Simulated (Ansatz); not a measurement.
The dipole moment down a group: B to In

One atom is swapped for its congeners: BH(NH2)2; AlH(NH2)2; GaH(NH2)2; InH(NH2)2. All are singlets with charge 0.

Shapes, held fixed at every level: PBE0-D4/def2-TZVP. Programs: Ansatz 0.2.0. Values in D.

```csv
level,BH(NH2)2,GaH(NH2)2,InH(NH2)2
PBE-D4/def2-TZVPP,1.42,0.91,0.32
r2SCAN-D4/def2-TZVPP,1.40,0.87,0.22
B3LYP-D4/def2-TZVPP,1.36,0.82,0.18
wB97M-V/def2-TZVPP,1.38,0.77,0.09
```

Q: Estimate the column for AlH(NH2)2 from its neighbours.

A: The mean of the neighbours at wB97M-V/def2-TZVPP is 1.07 D, against 1.23 from the run: the member lies nearer B. All rows: PBE-D4/def2-TZVPP 1.29; r2SCAN-D4/def2-TZVPP 1.29; B3LYP-D4/def2-TZVPP 1.22; wB97M-V/def2-TZVPP 1.23 D. At wB97M-V/def2-TZVPP the dipole moment falls at every step, from 1.38 to 0.09 D. Every level shows the same order. For atoms past krypton def2 sets carry core potentials with scalar relativity. Relativity is left out for Ga unless named. Magnitudes only: a dipole under 1 D may point either way.

The dipole shrinks from B to In at every level, and the steps grow on the way down: Al stays close to B, while the largest drop comes between Ga and In. This doesn't track a single atomic property, since the covalent radius jumps from B to Al but hardly changes from Al to Ga, and electronegativity is not monotonic down the group. The molecular moment is a vector sum in which the E–N bonds, the hydridic E–H bond and the N–H bonds partly oppose one another. Longer E–N bonds and weaker π donation from nitrogen into the larger, more diffuse valence p orbital probably shift that balance towards cancellation. The small value for In is therefore no sign of nonpolar bonds. Near cancellation, modest differences in density matter most, which probably explains why the functionals agree closely for B but range from 0.09 to 0.32 D for In. The totals alone cannot show which bond contribution drives the fall.
